Question: How far can velocity feedback cool a membrane, and where does 1/(2√η) come from?

I have a soft-clamped Si₃N₄ membrane in an optical cavity at 10 K, read out by homodyne detection, with a measurement efficiency η_meas = 0.56. I keep seeing the statement that cold damping with optimal gain gives n + 1/2 = 2√(n_imp n_tot) = 1/(2√η_meas), and that η_meas > 1/9 is needed for n < 1. When I try to guess the answer from rates I get something several times larger. How is the formula derived, what does it leave out, and why is my guess so far off?

Answer

The formula is right for a single high-Q mode read out in the phase quadrature with a resonant probe, provided the loop is much wider than the damping rate it creates and not infinitely wide. It gives n ≈ 0.17 for η_meas = 0.56. A plain rate estimate gives about 0.5. Most of the gap is a factor √2 in the energy, which is then magnified by subtracting the zero-point 1/2.

Conventions

Mode of frequency Ω, effective mass m, energy damping rate Γ_m = Ω/Q, zero-point amplitude x_zpf = √(ħ/2mΩ). Spectra are symmetrised and two-sided, ⟨a²⟩ = ∫ S_a dω/2π over all ω. Rates are angular and quoted as rate/2π in Hz. The mean energy in quanta is ε = n + 1/2 = ⟨p²/2m + mΩ²x²/2⟩/ħΩ; if kinetic and potential parts are equal, ε = ⟨x²⟩/(2x_zpf²).

The detector record, calibrated in metres, is y = x + ξ, with white imprecision noise S_imp. Two rates describe the problem. A white force S_F makes ⟨p²⟩ grow as S_F t, so it adds quanta at the rate

Γ_tot = S_F/(2mħΩ) = S_F x_zpf²/ħ² = Γ_th + Γ_qba,

the sum of a thermal and a quantum back-action part. The measurement rate is

Γ_meas = x_zpf²/(4 S_imp),

and η ≡ η_meas = Γ_meas/Γ_tot. I take η = 0.56 and T = 10 K as given. The other inputs are typical of such membranes and cavities: Ω/2π = 1.14 MHz, Q = 1.0×10⁹, m = 2 ng, cavity linewidth κ/2π = 16 MHz, detection efficiency η_det = 0.77. They fix the gain and the size of the corrections, and they drop out of the leading result.

1. Estimate by hand

Round everything: Ω/2π ≈ 1 MHz, Q ≈ 10⁹, k_B T/h ≈ 200 GHz, η ≈ 1/2, η_det ≈ 3/4. Then n_th ≈ 2×10⁵ and Γ_th = k_B T/(ħQ) ≈ 2π × 200 Hz. A lossless detector would learn about the position exactly as fast as the light disturbs the momentum, and a real one keeps the fraction η_det, so Γ_meas = η_det Γ_qba. Asking for Γ_meas/Γ_tot = 1/2 gives Γ_qba = 2Γ_th, that is Γ_qba/2π ≈ 400 Hz, Γ_tot/2π ≈ 600 Hz, Γ_meas/2π ≈ 300 Hz.

Let the loop damp the energy at a rate Γ. The random forces put in Γ_tot quanta per unit time and the loop removes the fraction Γ, which leaves Γ_tot/Γ.

The loop drives y to zero, not x, so it writes −ξ onto the membrane. It acts within a time of about 1/Γ, and averaging white noise for a time τ leaves a variance S_imp/τ. So ⟨x²⟩ ≈ S_imp Γ = x_zpf² Γ/(4Γ_meas), which is Γ/(8Γ_meas) quanta. Together,

ε_est ≈ Γ_tot/Γ + Γ/(8Γ_meas).

The minimum has equal terms: Γ = √(8Γ_tot Γ_meas) ≈ 2π × 1.2 kHz and ε_est = 1/√(2η) ≈ 1.0. Both noise sources already contain the vacuum fluctuations, so ε includes the zero-point half and n_est ≈ 0.5.

The estimate has the right structure: a geometric mean of heating and imprecision, a scaling as η^(−1/2), and no separate dependence on T, Q or m. It also has a warning sign. For η = 1 it gives ε = 0.71, although an ideal measurement ought to be able to leave a pure state with ε = 1/2.

2. Careful calculation

2a. Imprecision and back-action. Drive the cavity on resonance, with linearised interaction H = −ħg (a + a†) x/x_zpf, where g is the field-enhanced coupling. For the amplitude A = a + a† and phase P = −i(a − a†),

dA/dt = −(κ/2)A + √κ A_in,
dP/dt = −(κ/2)P + 2g x/x_zpf + √κ P_in,

where the vacuum inputs have S = 1 and no symmetrised cross-correlation. For κ ≫ Ω the cavity follows adiabatically. The force is F = ħg A/x_zpf with A = 2A_in/√κ, and the output phase is P_out = √κ P − P_in = P_in + (4g/√κ) x/x_zpf. Losses inside and after the cavity replace part of the signal by vacuum and are lumped into η_det. Hence

S_qba = 4ħ²g²/(κ x_zpf²), S_imp = κ x_zpf²/(16 η_det g²), S_qba S_imp = ħ²/(4η_det),

Γ_qba = 4g²/κ, Γ_meas = η_det Γ_qba.

The thermal force has S_th = 2mΓ_m ħΩ(n_th + 1/2), so Γ_th = Γ_m(n_th + 1/2). With the cooperativity C = 4g²/(κΓ_m), define

n_tot = Γ_tot/Γ_m = n_th + 1/2 + C, n_imp = Γ_m/(16Γ_meas) = 1/(16 η_det C).

Here n_imp is S_imp in units of 4x_zpf²/Γ_m, the peak spectral density that one phonon adds on resonance. Then

η = 1/(16 n_imp n_tot) = η_det C_q/(1 + C_q), C_q = C/(n_th + 1/2) ≈ C/n_th. (1)

At finite κ both Γ_qba and Γ_meas are divided by 1 + (2Ω/κ)², their ratio stays η_det, and only the relation between g and C_q changes. Here (2Ω/κ)² = 0.020.

2b. Ideal velocity feedback. The record y commutes with itself at different times, so it can be processed as a classical signal, and since the equations are linear the symmetrised correlators follow from classical Langevin algebra:

m(ẍ + Γ_m ẋ + Ω²x) = F − mΓ_fb ẏ.

With s = iω and Γ = Γ_m + Γ_fb, x = (F/m − Γ_fb s ξ)/(s² + Γs + Ω²). One integral is needed, here and below. For a₀, a₁ > 0,

∫ dω/2π |b₁s + b₀|²/|s² + a₁s + a₀|² = (b₁²a₀ + b₀²)/(2a₀a₁). (2)

It gives ⟨x²⟩ = S_F/(2m²ΓΩ²) + S_imp Γ_fb²/(2Γ). Dividing by 2x_zpf² and writing G = Γ_fb/Γ_m,

⟨x²⟩/(2x_zpf²) = Γ_tot/Γ + Γ_fb²/(16Γ_meas Γ) = (n_tot + n_imp G²)/(1 + G). (3)

Setting the G derivative to zero gives G² + 2G = n_tot/n_imp, so 1 + G_opt = √(1 + n_tot/n_imp), and the minimum equals 2 n_imp G_opt:

ε_min = 2√(n_imp n_tot + n_imp²) − 2n_imp. (4)

As a test take n_th = 0 and η_det = 1. Then n_imp n_tot + n_imp² = (1/4 + 1/(16C))², and (4) gives exactly 1/2 for every C. This works only because n_tot contains the bath's zero-point 1/2. For n_tot ≫ n_imp,

n_min + 1/2 = 2√(n_imp n_tot) = 1/(2√η), Γ_opt = 4√(Γ_tot Γ_meas). (5)

n_min < 1 means 1/(2√η) < 3/2, or η > 1/9. By (1) this is C_q > 1/(9η_det − 1), which is 1/8 for perfect detection and 0.17 for η_det = 0.77.

2c. No other linear filter does better in the slow frame. Write x = √2 x_zpf (X cos Ωt + Y sin Ωt), so that ⟨X²⟩ = ⟨Y²⟩ = ε. Each quadrature decays at Γ_m/2 and diffuses at Γ_tot. Demodulating y with 2cos Ωt returns X with added noise of spectral density 2S_imp/(2x_zpf²) = 1/(4Γ_meas). The variance V of X conditioned on the past record obeys the Riccati equation of the Kalman filter,

dV/dt = −Γ_m V + Γ_tot − 4Γ_meas V².

Its positive stationary root is V = [√(Γ_m² + 16Γ_tot Γ_meas) − Γ_m]/(8Γ_meas), which is (4) term by term. Feedback moves the estimate and leaves V alone, and the unconditional variance is V plus the variance of the estimate. So (4) is a floor for any causal linear controller acting on this record, as long as all rates are small against Ω, and cold damping at G_opt sits on it.

2d. The loop bandwidth. Equation (3) is exact for ⟨x²⟩ only. Far above resonance an ideal differentiator gives ẋ ≈ −Γ_fb ξ, which is white, so ⟨p²⟩ diverges and n is undefined. A bandwidth has to be specified. Take the force −mΓ K(s) s y with a band-pass of unit gain and zero phase at Ω,

K = 2Bs/(s² + 2Bs + Ω²) = 2B/(u + 2B), u = s + Ω²/s.

B is the half-width at half power. Drop Γ_m against Γ. Since s² + Ω² = su,

x = [(u + 2B)F/(ms) − 2BΓξ]/(u² + 2Bu + 2BΓ).

The roots in u have negative real part, and Re u has the sign of Re s, so the loop is stable at any gain. On the frequency axis u = iw with w = ω − Ω²/ω. Each w comes from two frequencies with ω₁ + ω₂ = w and ω₁ω₂ = −Ω², both increasing with w. Summing the two branches gives dω → dw, dω/ω² → dw/Ω² and ω²dω → (w² + Ω²)dw, the last from ω₁³ + ω₂³ = w³ + 3Ω²w. Every integral then has the form (2) with a₁ = 2B and a₀ = 2BΓ.

Force part: Ω²⟨x²⟩ = ⟨ẋ²⟩ = (S_F/m²)[1/(2Γ) + 1/(4B)].

Imprecision part: ⟨x²⟩ = S_imp Γ/2 and ⟨ẋ²⟩ = S_imp(Ω²Γ/2 + BΓ²).

Adding kinetic and potential energy,

n + 1/2 = Γ_tot/Γ + Γ/(16Γ_meas) + Γ_tot/(2B) + Γ²B/(16Γ_meas Ω²). (6)

This holds for white spectra and Γ_m ≪ Γ, with no rotating-wave approximation. The third term is heating during the filter's response time 1/B, and it does not depend on the gain. The fourth is out-of-band imprecision turned into momentum noise, and it carries the divergence as B → ∞. At Γ_opt it equals Γ_tot B/Ω², so the sum of the two penalties is smallest at B = Ω/√2, where it is √2 Γ_tot/Ω. Formula (5) is therefore the limit Γ_tot ≪ B ≪ Ω²/Γ_tot.

2e. Numbers. k_B T/h = 208 GHz, n_th = 1.83×10⁵, Γ_m/2π = 1.14 mHz, Γ_th/2π = 208 Hz. Inverting (1), C_q = η/(η_det − η) = 2.67, so C = 4.87×10⁵ and

Γ_qba/2π = 556 Hz, Γ_tot/2π = 764 Hz, Γ_meas/2π = 428 Hz,
n_tot = 6.70×10⁵, n_imp = 1.67×10⁻⁷.

This corresponds to g/2π = 47 kHz, and with x_zpf = 1.9 fm to a single-sided imprecision √(2S_imp) = 26 am/√Hz. The optimal gain is G = 2.01×10⁶, giving Γ_opt/2π = 2.29 kHz and Γ_opt/Ω = 2.0×10⁻³. Then

ε_min = 0.668, n_min = 0.168.

The term 2n_imp = 3.3×10⁻⁷ in (4) and the ratio Γ_m/Γ_opt = 5.0×10⁻⁷ are irrelevant. The state has purity 1/(2n + 1) = √η = 0.748 and ground-state population 1/(1 + n) = 0.856. Since dn/dη = −1/(4η^(3/2)) = −0.60, an η known to ±0.005 fixes n only to ±0.003; the physical statement is n ≈ 0.17, and the third digit serves the bookkeeping below. More probe power helps only up to η → η_det, where n → 0.070.

Equation (6) at Γ_opt:

B/2π (kHz) | Γ_tot/2B | Γ_tot B/Ω² | n
2 | 0.191 | 1.2×10⁻⁶ | 0.359
5 | 0.076 | 2.9×10⁻⁶ | 0.245
20 | 0.019 | 1.2×10⁻⁵ | 0.187
100 | 0.0038 | 5.9×10⁻⁵ | 0.172
806 | 0.00047 | 4.7×10⁻⁴ | 0.169

The last row is the formal optimum, with a total penalty of 0.00095. It is not reachable with a membrane, because soft clamping isolates the mode only inside a phononic band gap, and a loop that wide would act on the many modes outside it. I take B/2π = 20 kHz as an illustrative working point, for which the model gives n = 0.187. A filter only a few kHz wide costs as much as the whole ideal occupation.

Two more loop imperfections can be sized, both for a wide filter. A phase offset φ from pure damping leaves the injected noise ∝ Γ² and reduces the damping to Γcos φ, so ε_min is divided by cos φ. The cavity's own lag arctan(2Ω/κ) = 8.1° would add 0.007 if left uncorrected. A delay τ whose carrier phase Ωτ is compensated changes the slow-frame response to 1/(iδ + a e^(−iδτ)), with a = Γ/2 and δ = ω − Ω. Its squared modulus is 1/(δ² + a² − 2aδ sin δτ). Expanding in the last term and using ∫ δ sin(δτ)/(δ² + a²)² dδ = πτ e^(−aτ)/(2a), both noise contributions are multiplied by 1 + Γτ/2 to first order. At Γ_opt their sum is 2Γ_tot/Γ, so the penalty is Γ_tot τ, or 0.005 for an illustrative τ = 1 μs.

3. Why the two differ

The estimate gave n ≈ 0.5 and the calculation 0.168, a factor 3.0. In terms of the energy the two are 1.0 and 0.668, a factor of only 1.50. The steps from one to the other are these:

step | ε | n
estimate, η = 1/2 | 1.000 | 0.500
imprecision coefficient 1/8 → 1/16 | 0.707 | 0.207
η = 0.50 → 0.56 | 0.668 | 0.168
band-pass, B/2π = 20 kHz | 0.687 | 0.187

The coefficient. The heating term Γ_tot/Γ of the estimate is exact. The imprecision term is twice too large, and the factor 2 is the residue of two opposite omissions. First, the loop acts on the amplitude, which relaxes at a = Γ/2 while the energy relaxes at Γ. The noise is weighted by the kernel a e^(−at), whose squared integral is a/2, so the equivalent averaging time is 2/a = 4/Γ, four times longer than the assumed 1/Γ. Second, the membrane oscillates, and the detector looks at each quadrature only half of the time on average. That is the 2S_imp found on demodulation in 2c. Each quadrature of the displacement therefore receives 2S_imp × Γ/4 = S_imp Γ/2, and so does ⟨x²⟩, in agreement with (3), against S_imp Γ in the estimate. Because the optimum is a geometric mean, the factor 2 enters as √2 = 1.41. This step removes the warning sign: at η = 1 the energy drops from 0.71 to 1/2. It also moves the threshold for n < 1, which the estimate would put at η > 2/9, to 1/9.

The rounding. Replacing 0.56 by 1/2 changes ε by √(0.56/0.50) = 1.06. The roundings of T, Q, Ω and η_det do nothing to ε, since at the optimum only Γ_meas/Γ_tot survives.

The subtraction. What turns these modest factors into a factor 3 is that n is a small difference. A small relative change of ε is multiplied by ε/n on its way to n, and ε/n = 4.0 at the optimum. The rounding of η alone is 5.5 % in ε and 19 % in n. An estimate that is good to a factor of order one in energy is adequate when n ≫ 1, and it stops being a useful estimate of n once ε comes within that factor of 1/2. The remedy at the hand level is to calibrate the unknown coefficient on the requirement ε(η = 1) = 1/2, which 2c justifies; that alone gives the second row.

The filter. The estimate treats the loop as instantaneous, so it has no counterpart of Γ_tot/2B. This term works in the opposite direction and reduces the ratio from 3.0 to 2.7 at the illustrative bandwidth.

The gain is more sensitive to the roundings than the minimum is. The estimate gave 1.2 kHz against 2.29 kHz, a ratio of 1.91, of which 1.41 is the coefficient and 1.35 is the rounding of √(Γ_tot Γ_meas). Missing Γ_opt by a factor r multiplies ε by (r + 1/r)/2. Setting the loop to 1.2 kHz would give ε = 0.81 and n = 0.31, so a minimum that looks flat in ε is not flat in n.

The values 0.168 and 0.187 belong to the model: one mode, white and uncorrelated noise, one simple filter. Feedback-cooled membranes of this type at similar efficiency typically end near n ≈ 0.3, so the model lies low by a factor of about 1.6 to 1.8. In energy that is about 0.8 against 0.67 to 0.69, and the missing part is of the size that the terms above can supply, through steeper filters with more phase lag, loop delay, a gain held below Γ_opt to keep neighbouring modes stable, and the tails of those modes adding to S_imp.